Hydrogen fluoride reacts with HB(OH)₂: fluorine moves to boron, and two hydrogen atoms leave as H₂. At the saddle B, H, H and F form a compact ring in which two bonds are partly broken and two partly made. All methods use the same structures, and the barrier is counted from the complex of the two molecules.

Reaction HF + HB(OH)₂ → FB(OH)₂ + H₂ in the gas phase, computed with Ansatz 0.2.0 by the listed methods in the def2-TZVPP basis at PBE0-D4/def2-TZVP structures, with frozen cores in the post-SCF correlation. Energies are electronic and refer to the complexes before and after the step; the reference is the CCSD(T) barrier at the basis-set limit.

```tsv
method	class	exact exchange, short range (%)	exact exchange, long range (%)	barrier (kcal/mol)	barrier less reference (kcal/mol)	reverse barrier (kcal/mol)	step energy (kcal/mol)
SPW92	LDA	0	0	23.15	-15.98	40.89	-17.74
PBE-D4	GGA	0	0	29.66	-9.47	48.98	-19.32
BLYP-D4	GGA	0	0	33.99	-5.14	54.47	-20.49
r2SCAN-D4	meta-GGA	0	0	30.98	-8.15	53.43	-22.44
B97M-V	meta-GGA	0	0	34.06	-5.07	57.43	-23.37
PBE0-D4	global hybrid	25	25	33.76	-5.37	53.46	-19.71
B3LYP-D4	global hybrid	20	20	36.72	-2.41	57.32	-20.60
r2SCAN0-D4	global hybrid	25	25	34.36	-4.77	56.34	-21.98
BHLYP-D4	global hybrid	50	50	41.15	2.02	62.33	-21.18
CAM-B3LYP-D4	range-separated	19	65	36.65	-2.48	57.13	-20.49
wB97X-V	range-separated	17	100	35.74	-3.39	56.51	-20.77
wB97M-V	range-separated	15	100	35.12	-4.01	56.36	-21.24
B2PLYP	double hybrid	53	53	37.60	-1.53	58.14	-20.54
PBE-QIDH	double hybrid	69	69	36.52	-2.61	56.81	-20.29
RPA on PBE	RPA	n/a	n/a	37.55	-1.58	58.45	-20.89
HF	Hartree-Fock	100	100	51.57	12.44	74.85	-23.28
MP2	wave function	n/a	n/a	37.06	-2.07	57.80	-20.74
CCSD	wave function	n/a	n/a	40.39	1.26	61.26	-20.87
CCSD(T)	wave function	n/a	n/a	38.04	-1.09	58.83	-20.79
```

### Why are the barriers in the first five rows too low?

These functionals contain no exact exchange. Against CCSD(T) in the same basis, their barriers are 4 to 15 kcal/mol too low, and their reverse barriers are too low as well. An error in the starting complex alone would spoil only one direction, so the common fault points to the saddle. B97M-V is a mixed case: its reverse barrier is only 1.4 kcal/mol too low, because its step energy is off too.

The usual explanation is delocalisation error. In an approximate functional an electron still repels part of its own charge cloud, and spreading the cloud over several atoms lowers this spurious repulsion. The saddle, with electrons shared over stretched bonds, gains more from this than the two ends with their normal bonds. Exact exchange cancels the self-repulsion, so mixing in a share of it should lift the saddle. Its absence is not the whole story, though: at the same share of zero, the five errors still differ widely.

### How much does a share of exact exchange lift the barrier?

A global hybrid replaces a share $a$ (in per cent) of the approximate exchange by exact exchange. If the electron density hardly changes, the energy of each structure is linear in $a$, and so is the barrier $B$:

$$B(a)\approx B(0)+k\,a$$

BLYP and BHLYP alone fix the slope: $k=(41.15-33.99)/50=0.143$ kcal/mol per per cent. For the 20 % of B3LYP this gives $33.99+20\times0.143=36.85$ kcal/mol, close to the computed 36.72. B3LYP was not used for the slope, but it differs from BLYP in more than the share, so the test is not a clean one. The D4 dispersion terms, which are set for each functional separately, also enter the slope.

The same slope predicts a rise of 3.6 kcal/mol for a 25 % share. From PBE to PBE0 the barrier rises by 4.1, and from r2SCAN to r2SCAN0 by 3.4. The reverse barriers rise by similar amounts, as they should if exact exchange acts mainly on the saddle. The output below lists these estimates and the deviations from CCSD(T) in the same basis.

### Can the share alone rank the functionals?

It can't: BLYP with no exact exchange gives 33.99 kcal/mol, and PBE0 with a quarter gives 33.76. The share decides how far a functional climbs, but the parent functional decides where it starts. The BLYP line meets same-basis CCSD(T) at a share near 28 %. PBE starts so much lower that its line, extended beyond PBE0, gets there only near 50 %.

### Why does CAM-B3LYP not lie above B3LYP?

CAM-B3LYP has about the same short-range share as B3LYP but 65 % at long range. If that larger share acted at all distances, the barrier should be about 6 kcal/mol higher, yet the two practically agree. Part of the reason may be that the larger share sets in gradually as two electrons move apart, in CAM-B3LYP over about the length of a bond. The bonds being made and broken are 1.0 to 1.7 Å long, so they feel only part of the increase. That alone hardly explains why no rise is left. The two functionals differ in other parts too, which may offset the rest, and this pair alone does not settle the point.

### Why not use exact exchange in full?

Hartree–Fock does so and puts the barrier 13.5 kcal/mol above same-basis CCSD(T). It leaves out correlation, the way electrons avoid one another, which stabilises the stretched bonds of the saddle more than the normal bonds of the ends. Adding it at second order, in MP2, lowers the barrier by 14.5 kcal/mol.

Double hybrids combine much exact exchange with some of this second-order correlation. With its 53 % share, B2PLYP would lie at 41.6 kcal/mol on the BLYP line, but it gives 37.60. The comparison is rough: in B2PLYP the second-order part replaces some of the LYP correlation, and the line includes D4 dispersion terms, while the B2PLYP row is labelled without one. Still, the step from Hartree–Fock to MP2 makes the second-order part the likely counterweight.

### Does a good step energy vouch for a good barrier?

PBE0 shows that it does not. Its step energy of −19.71 kcal/mol seems almost to equal the basis-set limit, if that is −19.91, but neither the table nor the output gives a limit for the step, so this match is not shown here. Its barrier is 5.37 too low against the limit used in the table. Against CCSD(T) in the same basis the step energy is off by 1.1 kcal/mol and the barrier by 4.3, so the agreement is less perfect but the contrast remains. The step compares two ends with normal bonds, where much of the error cancels; the barrier compares normal bonds with stretched ones. At room temperature, a barrier error of 5.37 kcal/mol alone would make the predicted rate nearly ten thousand times too fast.

### Which differences can be trusted?

The column "barrier less reference" mixes the error of the method with that of the basis. CCSD(T) itself lies 1.09 kcal/mol below its basis-set limit, worth a factor of six in a room-temperature rate. Against the limit CCSD looks slightly better than B2PLYP; against CCSD(T) in the same basis it is clearly worse, 2.4 kcal/mol off instead of 0.4. Neither reference is exact for density functionals, whose basis error is usually smaller than that of CCSD(T). Differences of about 1 kcal/mol therefore give no firm ranking, whereas the 8 kcal/mol by which PBE falls short is well beyond this doubt.

Printed output of the fit:

```
Deviation from CCSD(T) in the same basis in kcal/mol:
           row  barrier  reverse barrier  step energy
         SPW92   -14.89           -17.94         3.05
        PBE-D4    -8.38            -9.85         1.47
       BLYP-D4    -4.05            -4.36          0.3
     r2SCAN-D4    -7.06             -5.4        -1.65
        B97M-V    -3.98             -1.4        -2.58
       PBE0-D4    -4.28            -5.37         1.08
      B3LYP-D4    -1.32            -1.51         0.19
    r2SCAN0-D4    -3.68            -2.49        -1.19
      BHLYP-D4     3.11              3.5        -0.39
  CAM-B3LYP-D4    -1.39             -1.7          0.3
       wB97X-V     -2.3            -2.32         0.02
       wB97M-V    -2.92            -2.47        -0.45
        B2PLYP    -0.44            -0.69         0.25
      PBE-QIDH    -1.52            -2.02          0.5
    RPA on PBE    -0.49            -0.38         -0.1
            HF    13.53            16.02        -2.49
           MP2    -0.98            -1.03         0.05
          CCSD     2.35             2.43        -0.08
       CCSD(T)        0                0            0
Rise of barrier from BLYP to BHLYP in kcal/mol: 7.16
Rise of reverse barrier from BLYP to BHLYP in kcal/mol: 7.86
Rise of barrier from PBE to PBE0 in kcal/mol: 4.1
Rise of reverse barrier from PBE to PBE0 in kcal/mol: 4.48
Rise of barrier from r2SCAN to r2SCAN0 in kcal/mol: 3.38
Rise of reverse barrier from r2SCAN to r2SCAN0 in kcal/mol: 2.91
Slope from BLYP and BHLYP in kcal/mol per per cent of exact exchange: 0.1432
Rise predicted by this slope for 25 per cent in kcal/mol: 3.58
B3LYP barrier predicted by the BLYP line in kcal/mol: 36.85
Barrier on the BLYP line at the exchange share of B2PLYP in kcal/mol: 41.58
Share at which the BLYP line meets same-basis CCSD(T) in per cent: 28.28
Share at which the PBE line meets same-basis CCSD(T) in per cent: 51.1
Rise expected for CAM-B3LYP over B3LYP if its long-range share acted everywhere in kcal/mol: 6.444
Change of barrier from HF to MP2 in kcal/mol: -14.51
Spread of barriers over all methods in kcal/mol: 28.42
Spread of step energies over all methods in kcal/mol: 5.63
Rate factor at 298 K from the CCSD(T) basis gap: 6.295
Rate factor at 298 K from the PBE0 error against the limit: 8635
```
